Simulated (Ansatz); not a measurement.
Clean, relaxed (100) surface of LaZn₅, space group P6/mmm (No. 191) (top face towards +c; held atoms: 1, 2, 3):

```yaml
crystal:
  lattice:
    - [4.21788, 0.00000, 0.00000]
    - [0.00000, 5.41398, 0.00000]
    - [0.00000, 0.00000, 21.68865]
  atoms:
    - { symbol: La, position: [0.00000, 0.50000, 0.39191] }
    - { symbol: Zn, position: [0.50000, 0.00000, 0.39191] }
    - { symbol: Zn, position: [0.00000, 0.00000, 0.46397] }
    - { symbol: Zn, position: [0.50000, 0.25074, 0.49812] }
    - { symbol: Zn, position: [0.50000, 0.74926, 0.49812] }
    - { symbol: Zn, position: [0.00000, 0.50000, 0.53727] }
    - { symbol: La, position: [0.00000, 0.00000, 0.60357] }
    - { symbol: Zn, position: [0.50000, 0.50000, 0.60437] }
```

Computed with Ansatz 0.2.0, DFT r2SCAN, scalar-relativistic, plane waves, PAW. Settings: cutoff 500 eV, Γ-centred mesh 7×6×1 on the computed 8-atom cell, Gaussian smearing of 0.10 eV; no spin polarisation. The cell repeats along c with a dipole correction in the vacuum.

N (atom) is adsorbed on the top face, one adsorbate per 22.8 Å², and relaxed from 2 starting sites (fractions of a and b). The adsorption energy is E(slab + adsorbate) − E(slab) − E(free adsorbate, spin-polarised where open-shell). Heights count from the highest slab atom after relaxation. Δφ is the top face's. Δp counts per cell along +c. Bonded neighbours lie within 1.25 times the sum of covalent radii. With the adsorbate the cell is lengthened along c to keep the vacuum.

| start | ends at | E_ads (eV) | height (Å) | shortest contact | Δφ (eV) | Δp (e·Å) |
| --- | --- | --- | --- | --- | --- | --- |
| top (Zn) at (0.50, 0.50) | (0.50, 0.50), 1 bonded neighbour, largest slab move 0.6 Å | -2.30 | 1.01 | N–Zn 1.77 Å | +1.32 | -0.149 |
| hollow (La-Zn-La) at (0.50, 0.83) | (0.50, 0.79), 3 bonded neighbours, largest slab move 0.5 Å | -5.94 | 0.41 | N–Zn 1.87 Å | +0.17 | -0.059 |

The lowest end comes from the hollow (La-Zn-La) at (0.50, 0.83) start.

Each end is the local minimum or symmetric point that its start leads to. On a slab this thin, differences under about 0.1 eV aren't settled.

The slab is thin: the adsorbate also shifts the bottom face's work function by over 0.1 eV.

Spin-orbit coupling is left out, which matters for the bands of heavy elements. Spin polarisation was left out, and a magnetic state may lie lower. The CaCu5 structure is a prototype's; whether LaZn5 takes it wasn't checked.

Half the bond energy of N2 is 4.79 eV at this level, so against ½ N2 the lowest end of the 2 starts lies at -5.94 + 4.79 = -1.15 eV: splitting N2 onto such sites is downhill at this coverage (electronic energies alone, barriers aside).

Atomic nitrogen strongly prefers the La-Zn-La hollow to the site atop Zn, even though its shortest N–Zn contact is longer there, 1.87 against 1.77 Å. The preference therefore does not come from a stronger single Zn bond. It probably reflects the higher coordination and the participation of lanthanum, whose electropositive character and accessible 5d states favour polar La–N bonding, whereas the filled, deep-lying 3d shell of zinc contributes little. The difference decides the thermochemistry: relative to N2, the hollow is downhill, but the atop site is clearly uphill.

Both dipole changes point to negative charge on the vacuum side, as expected for electronegative nitrogen. The smaller work-function rise in the hollow need not mean less charge transfer, since nitrogen sits only 0.41 Å above the highest slab atom, compared with 1.01 Å atop Zn, and the surrounding metal can compensate more of its dipole. Exothermic adsorption does not establish that the nitrogen-covered surface would resist conversion to lanthanum nitride and a zinc-richer metal.
